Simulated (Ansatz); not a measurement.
## How methods differ on CH5Al (SMILES [CH3][AlH2])

CH5Al has 7 atoms, charge 0, and is taken as a singlet. As SMILES, `[CH3][AlH2]`. The shape is that of a PBE0-D4/def2-TZVP optimisation.

```xyz
7

C    -0.4485   -0.6956   -0.3555
Al    0.5629    0.7783    0.4247
H    -1.0631   -1.2196    0.3808
H    -1.1344   -0.3064   -1.1182
H     0.1934   -1.4255   -0.8556
H     0.0160    1.5493    1.7034
H     1.9348    1.2516   -0.2254
```

Quantity: the energy change with the C1–H4 bond stretched from 1.097 to 2.194 Å, in eV. The values are calculated.

```json
{"level": "HF/STO-3G (restricted)", "kind": "Hartree–Fock", "program": "Ansatz", "value (eV)": "7.45", "less CCSDT/STO-3G": "+2.75", "CPU time (all runs)": "0.21 s"}
{"level": "SVWN5/STO-3G (restricted)", "kind": "LDA", "program": "Ansatz", "value (eV)": "5.58", "less CCSDT/STO-3G": "+0.88", "CPU time (all runs)": "1.6 s"}
{"level": "BLYP/STO-3G (restricted)", "kind": "GGA", "program": "Ansatz", "value (eV)": "5.11", "less CCSDT/STO-3G": "+0.41", "CPU time (all runs)": "2.7 s"}
{"level": "PBE0/STO-3G (restricted)", "kind": "global hybrid", "program": "Ansatz", "value (eV)": "5.99", "less CCSDT/STO-3G": "+1.29", "CPU time (all runs)": "2.5 s"}
{"level": "HSE06/STO-3G (restricted)", "kind": "range-separated hybrid", "program": "Ansatz", "value (eV)": "5.98", "less CCSDT/STO-3G": "+1.28", "CPU time (all runs)": "3 s"}
{"level": "wB97M-V/STO-3G (restricted)", "kind": "range-separated hybrid", "program": "Ansatz", "value (eV)": "6.09", "less CCSDT/STO-3G": "+1.39", "CPU time (all runs)": "43 s"}
{"level": "RPA@PBE/STO-3G (restricted)", "kind": "RPA", "program": "Ansatz", "value (eV)": "5.13", "less CCSDT/STO-3G": "+0.43", "CPU time (all runs)": "3.7 s"}
{"level": "MP2/STO-3G (restricted)", "kind": "perturbation theory", "program": "Ansatz", "value (eV)": "5.81", "less CCSDT/STO-3G": "+1.11", "CPU time (all runs)": "0.25 s"}
{"level": "BCCD(T)/STO-3G (restricted)", "kind": "coupled cluster or CI", "program": "Ansatz", "value (eV)": "4.70", "less CCSDT/STO-3G": "0.00", "CPU time (all runs)": "0.38 s"}
{"level": "CCSDT/STO-3G (restricted)", "kind": "coupled cluster or CI", "program": "Ansatz", "value (eV)": "4.70", "less CCSDT/STO-3G": "0.00", "CPU time (all runs)": "0.63 s"}
```

Differences are taken from CCSDT/STO-3G (restricted) for orientation; it has basis-set and higher-order errors of its own. At this stretch a single reference begins to fail. The first shape isn't each level's own minimum. The values span 4.70 to 7.45 eV. All rows use very small basis sets, so none should be taken for the real molecule's value. Times are those of the runs behind each value, whatever else they computed, on shared processors of several kinds: orders of magnitude only.

Every mean-field, density-functional, RPA and MP2 value lies above the coupled-cluster result, with Hartree–Fock furthest off at +2.75 eV. Stretching the C–H bond brings its σ and σ* orbitals closer in energy, so the two electrons increasingly avoid each other by sitting on opposite fragments. A closed-shell determinant can't describe this left-right correlation and keeps too much ionic character, which makes the stretched structure too high in energy.

BLYP and RPA come closest to coupled cluster, while the three hybrids lie above both semilocal functionals, probably because exact exchange removes some of the static correlation that semilocal exchange mimics. PBE0 and HSE06 are almost identical, so screening the long-range exchange hardly matters for this local bond change. MP2 corrects much of the Hartree–Fock error but still overshoots. The match between BCCD(T) and CCSDT suggests that a perturbative treatment of triples is adequate at this geometry. The energies describe a partly broken bond and aren't dissociation energies to separated radicals.
